**Outer weight of levels near the Fermi level, seven-plane Mo/Pt slab**

Four of the seven planes in this slab count as outer planes, two at each face, and each plane holds one atom. A level spread evenly through the whole film therefore already has an outer weight of 4/7, or about 0.57. In so thin a film, a weight of 0.6 or 0.7 is no sign of a surface state.

Relaxed seven-plane MoPt2(001) slab (Mo3Pt4 per cell) with Mo on both faces, computed with Ansatz 0.2.0 using PBEsol, spin–orbit coupling and PAW plane waves. The cutoff is 420 eV, the k mesh 13 × 9 × 1 and the Gaussian smearing 0.1 eV. Outer weights are Löwdin weights summed over the two outer planes of both faces, not renormalised.

| point label | point a (reciprocal cell vectors) | point b (reciprocal cell vectors) | level b1 from the Fermi level (eV) | outer orbital weight b1 | level b2 from the Fermi level (eV) | outer orbital weight b2 | level a1 from the Fermi level (eV) | outer orbital weight a1 |
| --- | --- | --- | --- | --- | --- | --- | --- | --- |
| X | 0.5000 | 0.0000 | -0.110 | 0.360 | -0.110 | 0.360 | 0.210 | 0.340 |
| between | 0.4167 | 0.0000 | -0.190 | 0.340 | -0.190 | 0.340 | 0.100 | 0.470 |
| between | 0.3333 | 0.0000 | -0.300 | 0.580 | -0.300 | 0.580 | 0.520 | 0.370 |
| between | 0.2500 | 0.0000 | -0.570 | 0.780 | -0.570 | 0.780 | 0.030 | 0.620 |
| between | 0.1667 | 0.0000 | 0.000 | 0.630 | 0.000 | 0.630 | 0.500 | 0.690 |
| between | 0.0833 | 0.0000 | -0.170 | 0.620 | -0.170 | 0.620 | 0.040 | 0.730 |
| G | 0.0000 | 0.0000 | -0.210 | 0.680 | -0.210 | 0.680 | 0.050 | 0.740 |
| between | 0.0000 | 0.0833 | -0.140 | 0.700 | -0.140 | 0.700 | 0.100 | 0.710 |
| between | 0.0000 | 0.1667 | -1.140 | 0.530 | -1.140 | 0.530 | 0.020 | 0.690 |
| between | 0.0000 | 0.2500 | -1.350 | 0.550 | -1.350 | 0.550 | 0.200 | 0.590 |
| between | 0.0000 | 0.3333 | -1.220 | 0.600 | -1.220 | 0.600 | 0.230 | 0.610 |
| between | 0.0000 | 0.4167 | -0.770 | 0.540 | -0.770 | 0.540 | 0.450 | 0.560 |
| Y | 0.0000 | 0.5000 | -0.580 | 0.520 | -0.580 | 0.520 | 0.550 | 0.640 |
| between | 0.0833 | 0.5000 | -0.830 | 0.590 | -0.830 | 0.590 | 0.480 | 0.700 |
| between | 0.1667 | 0.5000 | -0.750 | 0.760 | -0.750 | 0.760 | 0.140 | 0.880 |
| between | 0.2500 | 0.5000 | -0.250 | 0.240 | -0.250 | 0.240 | 0.140 | 0.870 |
| between | 0.3333 | 0.5000 | -0.270 | 0.870 | -0.270 | 0.870 | 0.200 | 0.710 |
| between | 0.4167 | 0.5000 | -0.010 | 0.720 | -0.010 | 0.720 | 0.150 | 0.700 |
| S | 0.5000 | 0.5000 | -0.090 | 0.960 | -0.090 | 0.960 | 0.130 | 0.680 |
| between | 0.4167 | 0.4167 | -0.200 | 0.670 | -0.200 | 0.670 | 0.010 | 0.660 |
| between | 0.3333 | 0.3333 | -0.240 | 0.620 | -0.240 | 0.620 | 0.020 | 0.760 |
| between | 0.2500 | 0.2500 | -0.510 | 0.560 | -0.510 | 0.560 | 0.020 | 0.770 |
| between | 0.1667 | 0.1667 | -0.400 | 0.680 | -0.400 | 0.680 | 0.000 | 0.670 |
| between | 0.0833 | 0.0833 | -0.120 | 0.660 | -0.120 | 0.660 | 0.080 | 0.720 |

Level b1 is the nearest below the Fermi level and a1 the nearest above; the outer weight is the share of a level on atomic orbitals of the outer planes. Level b2 repeats b1 because inversion and time reversal together make every level of this nonmagnetic slab a pair. The levels are ranked afresh at each point, so a column is not one band. The fall of b1 by 1 eV between two neighbouring points on G–Y is most simply read as a band leaving through the Fermi level, which exposes a deeper one.

**The smooth model.** Even sharing is only an average, since electrons confined to a film form standing waves. Take one equal orbital per plane, coupled to the planes next to it. The amplitude on plane j is then proportional to sin(πmj/8), where m = 1 to 7 counts the half-waves across the film, and the share of the plane is sin²(πmj/8)/4.

For m = 2, planes 1 and 7 have sin² = 1/2 each, and planes 2 and 6 have sin² = 1 each. The outer weight is (1/2 + 1/2 + 1 + 1)/4 = 0.75, the highest of the seven waves, reached again for m = 6. The lowest, for m = 1 and m = 7, is 0.32. This window has no adjustable constant, but it treats Mo and Pt as equal and leaves out any coupling beyond the next plane. It is a yardstick rather than a strict bound, so an excess of a few hundredths deserves no explanation.

**The rows that break it.** Of the 48 weights of b1 and a1, five lie outside the window by more than 0.05, and all five belong to four points on the line Y–S. The largest break is b1 at S, with a weight of 0.96. Three others are also too high, and one, b1 at (0.25, 0.5), is too low at 0.24. Away from this line no break exceeds 0.03. The printed output lists them point by point.

**Why the zone edge is special.** The spacing of the planes leaves room for only one stacking: each atom sits over the middle of the rectangle formed by four atoms of the next plane. On Y–S the electron wave changes sign from one cell to the next along b. An atom therefore meets two of its four neighbours with one sign and two with the other. For orbitals that behave alike under reflection along b, the four contributions cancel, and adjacent planes lose their coupling.

The atom two planes away lies straight above. With evenly spaced planes it would be about 2.8 Å away, much the same distance as the four neighbours in the adjacent plane. That contact does not cancel. For levels built mainly from such like orbitals, the film then tends to fall apart into two interleaved chains, planes 1, 3, 5, 7 and planes 2, 4, 6. In the shorter chain, a wave with a node on plane 4 lives on planes 2 and 6 alone and has an outer weight of 1, although nothing binds it to a surface.

With full separation the lowest weight is 0.28 and the highest is 1. No weight can exceed 1, so the high values are allowed but do not put the picture to a test. The low value of 0.24 still falls slightly below the range. Density that spills into vacuum, or into atomic shells missing from the orbital set, is not counted in the weight. This may account for the difference, but the level may also simply sit on the inner planes. If it does spill out, it is the least secure of the five, because the potential is rough in that thin density.

**Where the cancellation leaves no mark.** Y and X lie on the zone edge too, yet their weights stay inside the first window. So do those of two more points on Y–S and of the diagonal point next to S, where the coupling of like orbitals is almost cancelled. Orbitals of opposite reflection behaviour still couple adjacent planes, and spin–orbit coupling mixes the two kinds. Cancellation thus permits uneven sharing but does not enforce it. The scatter is wider on the zone edge, where the typical (rms) distance from even sharing is 0.22, against 0.12 inside the zone. The five breaks supply most of that difference, however, so it is not separate evidence. That the cancellation causes the breaks is an argument from symmetry, which these weights support but do not settle. 
The model also leaves out the difference between the elements. The planes run Mo, Pt, Pt, Mo, Pt, Pt, Mo. In the computed slab the 4d shell of a face Mo atom is about half full, while the 5d shell of the Pt below it is nearly full, so levels near the Fermi level can be expected to lean towards Mo. A level shared evenly by the three Mo planes alone would have an outer weight of 2/3, and one with a node on the middle Mo plane a weight of 1. This could raise weights anywhere in the zone, so it does not by itself explain why the breaks gather on Y–S.

**Is the level at S a surface state?** Its weight of 0.96 would suit one, but it would also suit a chain wave with a node in the middle. A surface state could sit on the Mo faces, whereas the chain wave would sit on the Pt planes just below them. The outer weight adds these planes together and cannot tell which it is; weights listed plane by plane could. Two equal faces should give a surface state twice, as two close pairs of similar weight. The next pair above lies 0.22 eV higher and has a weight of only 0.68, so it is no obvious twin. The next pair below is not in the table, so a twin there cannot be ruled out. A thicker slab would separate the two readings: a surface state keeps its outer weight as planes are added, while a wave running through the film is diluted. Until then, a high weight at the zone edge marks a level to test, not a surface channel to count on.

Numerical output:

```
mean plane spacing in angstrom: 1.377
adjacent-plane contact if shifted by half the diagonal in angstrom: 2.765
adjacent-plane contact if shifted by half the long edge only in angstrom: 2.401
contact to the plane two steps away in angstrom: 2.754
outer weight of an evenly spread level: 0.5714
lowest outer weight of a standing wave in seven coupled planes: 0.3232
highest outer weight of a standing wave in seven coupled planes: 0.75
lowest outer weight if the slab splits into two chains: 0.2764
highest outer weight if the slab splits into two chains: 1
rms distance of b1 and a1 weights from even sharing on the zone edge: 0.2182
rms distance of b1 and a1 weights from even sharing inside the zone: 0.117
number of b1 and a1 weights outside the window by more than 0.05: 5
largest break away from the line Y-S: 0.03
spacing from b1 to a1 at S in eV: 0.22
largest drop of b1 between neighbouring points in eV: -1
breaks against the standing-wave window:
      row  point a  point b  adjacent-plane coupling factor  break of b1 weight  break of a1 weight
        X      0.5        0                       6.123e-17                   0                   0
  between   0.4167        0                          0.2587                   0                   0
  between   0.3333        0                          0.5001                   0                   0
  between     0.25        0                          0.7071                0.03                   0
  between   0.1667        0                           0.866                   0                   0
  between   0.0833        0                           0.966                   0                   0
        G        0        0                               1                   0                   0
  between        0   0.0833                           0.966                   0                   0
  between        0   0.1667                           0.866                   0                   0
  between        0     0.25                          0.7071                   0                   0
  between        0   0.3333                          0.5001                   0                   0
  between        0   0.4167                          0.2587                   0                   0
        Y        0      0.5                       6.123e-17                   0                   0
  between   0.0833      0.5                       5.915e-17                   0                   0
  between   0.1667      0.5                       5.303e-17                0.01                0.13
  between     0.25      0.5                        4.33e-17            -0.08322                0.12
  between   0.3333      0.5                       3.062e-17                0.12                   0
  between   0.4167      0.5                       1.584e-17                   0                   0
        S      0.5      0.5                       3.749e-33                0.21                   0
  between   0.4167   0.4167                         0.06693                   0                   0
  between   0.3333   0.3333                          0.2501                   0                0.01
  between     0.25     0.25                             0.5                   0                0.02
  between   0.1667   0.1667                          0.7499                   0                   0
  between   0.0833   0.0833                          0.9331                   0                   0
```
